**Q:** I have a table of single atoms, each with an "energy over elements". What can that mean for an atom that is itself an element?

**A:** It is the cost of taking one atom out of its ordinary solid and leaving it alone in empty space. This is the cohesive energy, here at zero temperature and without zero-point motion. The spin moment, in μB, counts the atom's unpaired electrons. The level gap is the distance from its highest filled to its lowest empty orbital.

Single free atoms in a 15 × 15.5 × 16 Å box, calculated with Ansatz 0.2.0 using plane-wave PAW and scalar-relativistic, collinear-spin PBE+D3(BJ), with a 420 eV cutoff, the Γ point only, 0.005 eV Gaussian smearing and symmetry off. Energies over elements are taken to zero smearing and refer to the elements' standard states with the same functional and dispersion correction.

```
species  starting moment  energy over elements (eV/atom)  spin moment (μB)  level gap (eV)
      B             1 μB                           6.455              1.00           0.546
     Cu             1 μB                           4.118              1.00           0.834
     Ge             2 μB                           4.015              2.00           0.147
     Ru             4 μB                           7.382              4.00           0.827
      W             4 μB                           9.080              6.00           1.559
```

**Q:** Tungsten costs more than twice as much as germanium. It also has the most unpaired electrons, so do those set the cost?

**A:** Compare boron and copper. Each has one unpaired electron, yet boron costs 2.3 eV more. Germanium has two and costs least of all. An unpaired electron shows how the free atom is arranged, whereas the cost depends mainly on how well the atom's electrons bond in the solid. Among the three metals moment and cost do rise together, because both grow as the d shell nears half filling.

**Q:** Then why does tungsten bond so strongly?

**A:** When atoms meet in a metal, their d orbitals spread into a band. Its lower half is bonding and its upper half antibonding. Tungsten has about enough d electrons to fill the bonding half and leave the other empty, which is the best case. Ruthenium has to put some into antibonding states, and copper fills both halves, so in this simple picture its d electrons gain nothing. These runs on free atoms do not show the bands themselves, but the order of the three metals agrees with this picture.

**Q:** Can you put a number on that?

**A:** Take a band of ten states per atom, spread evenly over a width w around the level of the free atom. If n electrons fill it from the bottom, they lie on average (w/2)(1 − n/10) below that level. The total gain is n times this, or w·n(10 − n)/20.

The free atoms have n = 5 for tungsten and n = 7 for ruthenium, and I use the same counts for the solids. With equal widths, ruthenium should gain (7 × 3)/(5 × 5) = 0.84 of what tungsten gains. The calculated costs stand in the ratio 0.81, and no row was used to adjust the estimate.

**Q:** That looks like a success.

**A:** Copper shows why it is less of one than it looks. With n = 10 the formula gives zero, but copper costs 4.1 eV. The formula leaves out the bonding of the outer s electron, its mixing with the d states and the dispersion term, and these runs do not separate them. If tungsten and ruthenium have a similar share of such bonding, only the part above copper should follow the formula. That part has a ratio of 0.66, well below 0.84. Equal widths are also a poor assumption across rows: the 5d band of tungsten is broader than the 4d band of ruthenium, which would pull the predicted ratio below 0.84. The estimate as made therefore agrees with the order of the metals but does not fix the size of the steps; the output below shows both comparisons.

**Q:** Does tungsten's large spin play any part?

**A:** It does, but in the opposite direction to the one you suggested. Six parallel spins lower the energy of the free atom, and most of that advantage is lost in the non-magnetic solid. Tungsten therefore leads in spite of its spin. Ruthenium, with four, gives up less, so the spin loss narrows the step between the two, and the closeness of 0.81 to 0.84 is partly a cancellation. The real atom has a different ground level, with four unpaired electrons, which spin–orbit coupling brings lowest; this calculation leaves that coupling out.

**Q:** Boron has no d electrons to bond with. Why does it come above copper and germanium?

**A:** Its 2p orbitals are compact, so boron atoms come close together and overlap strongly. Solid boron also shares electrons among several atoms at once, which makes good use of only three valence electrons. Germanium has four, but its larger 4p orbitals form longer, weaker bonds. Per valence electron, boron's cost is about 2.2 eV and germanium's about 1.0 eV. The number of electrons matters less here than what each one achieves.

**Q:** And is copper really harder to take apart than germanium?

**A:** I would not rely on that order. The two differ by only 0.1 eV, and measured values, as I roughly recall them, are near 3.5 eV for copper and 3.9 eV for germanium. The dispersion correction can overbind metals and may have raised copper, though these runs do not test that. Boron and ruthenium lie about as far above their measured values, which I roughly recall as 5.8 and 6.7 eV. The free atoms of germanium and boron may not be in their lowest states, in which case their true costs within this method would be smaller; for germanium that would widen copper's lead, not reverse it. The ruthenium atom's state was not checked for stability either.

**Q:** Could the level gap have warned me of any of this?

**A:** Not of the costs. Copper and ruthenium both have a gap of 0.83 eV, yet their costs differ by 3.3 eV. The gap belongs to the lone atom and does not show how its orbitals overlap with those of neighbours. Nor is it the same thing in every row. In boron and germanium it lies between filled and empty orbitals of one spin in a partly filled p shell, while in tungsten it runs from one spin to the other. The two smallest gaps do mark the two atoms whose state is in doubt.

**Q:** How would I guess the order in another row of metals?

**A:** Start with the filling of the d band, then ask how strongly the orbitals overlap and how much spin energy the free atom gives up. In the row of tungsten the overlap is large, and bonding is strongest near the middle. In the row from scandium to copper the 3d orbitals overlap less and the atoms' spin energy weighs more. The cost there dips near the middle, at manganese, where a simple band picture would put the peak.

Numerical output:

```
Atoms and cost of freeing them:
  row  energy over elements (eV)  unpaired electrons  valence electrons with d of metals  energy per valence electron (eV)
    B                      6.455                   1                                   3                             2.152
   Cu                      4.118                   1                                  11                            0.3744
   Ge                      4.015                   2                                   4                             1.004
   Ru                      7.382                   4                                   8                            0.9227
    W                       9.08                   6                                   6                             1.513
Band filling estimate, W set to 1, meant for Cu, Ru and W only:
  row  d electrons in atom  n(10-n) over 25  energy relative to W
    B                    0                0                0.7109
   Cu                   10                0                0.4535
   Ge                   10                0                0.4422
   Ru                    7             0.84                 0.813
    W                    5                1                     1
Ratio of energies, W to Ge: 2.262
W minus Ru (eV): 1.698
Ru minus B (eV): 0.927
B minus Cu, same spin moment (eV): 2.337
Cu minus Ge (eV): 0.103
Ru minus Cu (eV): 3.264
W minus Cu (eV): 4.962
Level gap of Cu minus that of Ru (eV): 0.007
Ru to W ratio of energies counted from Cu: 0.6578
Ge energy per bond, two bonds per atom (eV): 2.007
Ratio of energies, B to Ge: 1.608
Ratio of energies per valence electron, B to Ge: 2.144
Cu calculated minus rough recalled measured (eV): 0.618
Ge calculated minus rough recalled measured (eV): 0.115
```
